Problem

A CuMn-type spin glass is idealised as the 3D Edwards-Anderson Ising model, E = −Σ J_ij s_i s_j, s = ±1, on a periodic 8×8×8 cubic lattice (N = 512 spins, 1536 bonds). Real CuMn has Heisenberg-like spins and long-range RKKY coupling. The J_ij are Gaussian with zero mean, and Σ J_ij² = 1536 J² with assumed J = 2.5 meV. Population annealing cools R = 50 000 replicas from β = 1/kT = 0 to kT = 1.25 meV (14.5 K). In each step Δβ, replica j gets on average τ_j = exp(−Δβ E_j)/Q_i copies, rounded up or down at fixed R, where Q_i is the population mean of exp(−Δβ E). Metropolis sweeps follow. M = 5 independent runs give the free-energy estimate βF̃ and mean energy Ẽ (invented data):

βF̃: −1751.5, −1751.2, −1751.0, −1750.8, −1750.5
Ẽ (meV): −2139.2, −2138.2, −2138.1, −2137.5, −2137.0

(a) Find the first Δβ for a culling fraction ε = 0.10. (b) Estimate the single-run bias of βF̃ and Ẽ. (c) Combine the runs.

Solution

Let [ ] average over runs, and ⟨ ⟩_i be the Boltzmann average at β_i. Reweighting, unbiased resampling and Boltzmann-preserving sweeps each maintain [Q_1⋯Q_i Õ] = (Z_i/Z_0)⟨O⟩_i for any population mean Õ. With O = 1, ΠQ_i is unbiased for Z_n/Z_0. Since Z_0 = 2^N, βF̃ = −N ln 2 − Σ ln Q_i, with N ln 2 = 354.89.

(a) A replica with τ < 1 dies with probability 1 − τ. For Gaussian energies E = μ + σu and d = Δβσ, τ = exp(−du − d²/2), below 1 for u > −d/2. Integrating 1 − τ there gives ε = Φ(d/2) − Φ(−d/2) = erf(d/(2√2)), Φ being the normal distribution function. At β = 0 the bond terms are uncorrelated, so μ = 0 and σ = √1536 × 2.5 meV = 97.98 meV. ε = 0.10 needs d = 0.2513, so Δβ = 2.565×10⁻³ meV⁻¹ (T = 4.5×10³ K) and ln Q_1 = d²/2 = 0.0316. The dominant non-Gaussian term, −Σ(Δβ J_ij)⁴/12 ≈ −1536(ΔβJ)⁴/4 = −6×10⁻⁷, is negligible.

(b) Take βF̃ and Õ jointly Gaussian, with v = var(βF̃) and C = cov(Õ, βF̃). Then exp(−βF) = [exp(−βF̃)] = exp(−[βF̃] + v/2), so [βF̃] − βF = v/2 = ρ_f/(2R), with ρ_f = Rv. The weight exp(−βF̃) shifts the mean of Õ by −C, so [Õ] − ⟨O⟩ = C. The plain means are −1751.0 and −2138.0 meV. With divisor M − 1, v = 0.145 and C = 0.31 meV. Thus ρ_f ≈ 7×10³, βF̃ is high by 0.07 (F̃ by 0.09 meV), and Ẽ by about 0.3 meV. From five runs v is uncertain by √(2/(M − 1)) = 0.71 of itself.

(c) The weights w = exp(−(βF̃ + 1751.0)) are 1.649, 1.221, 1, 0.819 and 0.607, summing to 5.295. The free energy comes from the mean weight: βF̄ = −1751.0 − ln(Σw/M), a shift of −0.057. A weighted mean of βF̃ itself would overshoot, to a bias of −v/2. The energy Ē = ΣwẼ/Σw is shifted by −0.25 meV. Weighting removes the bias only as M → ∞. Expanding the logarithm and the ratio to order 1/M leaves (e^v − 1)/(2M) = 0.016 and C e^v/M = 0.07 meV. The statistical errors, taken from the plain means, are √(v/M) = 0.17 and, with var(Ẽ) = 0.685 meV², 0.37 meV:

βF = −1751.06 ± 0.17, ⟨E⟩ = −2138.2 ± 0.4 meV.

Noise still exceeds both corrections. In a plain mean of βF̃ the bias v/2 overtakes √(v/M) beyond M = 4/v ≈ 28 runs.